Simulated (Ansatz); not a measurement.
# BNH4 (SMILES BN): where methods fail along a bond

The species is BNH4 (6 atoms), meant as a singlet with charge 0. SMILES: `BN`. Geometry: relaxed at PBE0-D4/def2-TZVP.

```xyz
6

B    -0.1282   -0.6796   -0.0256
N     0.1461    0.6774    0.0108
H     0.2258   -1.3680    0.8875
H    -0.7120   -1.1287   -0.9692
H    -0.1216    1.3137   -0.7208
H     0.6320    1.1214    0.7713
```

The B1–H3 distance is scanned; the parts on either side stay rigid. Basis STO-3G, 2 core orbitals frozen in the correlated methods; program Ansatz 0.2.0. FCI is exact within this basis and core. Energies in eV from each method's value at 1.197 Å; methods without a U are spin-restricted. The shape above is that at 1.197 Å.

```tsv
distance (Å)	PBE0	CAM-B3LYP	wB97X	CCSD	FCI
1.197	0.00	0.00	0.00	0.00	0.00
1.496	1.09	1.11	1.10	0.99	0.99
1.796	2.87	2.90	2.92	2.61	2.59
2.394	6.08	6.22	6.35	4.99	4.92
2.993	8.05	8.38	8.65	5.75	5.64
```

Departure from the FCI curve at its largest: PBE0 +2.41 eV at 2.99 Å; CAM-B3LYP +2.74 eV at 2.99 Å; wB97X +3.01 eV at 2.99 Å; CCSD +0.11 eV at 2.99 Å. Restricted functionals keep the electrons paired too, and rise too high.

Near equilibrium all five curves nearly coincide, but stretching the B–H bond separates them by how they treat near-degeneracy. As the σ and σ* orbitals approach each other in energy, the singlet needs both the σ² and σ*² configurations to cancel the ionic terms and leave one electron on each fragment. CCSD supplies that mixing through its double excitations and stays within 0.11 eV of FCI; the small, growing remainder probably reflects missing connected higher excitations that couple the breaking pair to the other valence electrons.

From 1.796 Å outward the functionals rise in the order PBE0, CAM-B3LYP, wB97X, which suggests that more long-range exact exchange worsens the static-correlation error; at 1.496 Å the last two are reversed, by a negligible margin.

The FCI rise of 5.64 eV already exceeds a typical B–H bond energy, probably because the minimal basis describes the separated fragments, hydrogen especially, less well than the molecule. The curve is also still climbing at the last point, so no dissociation limit can be read from it.
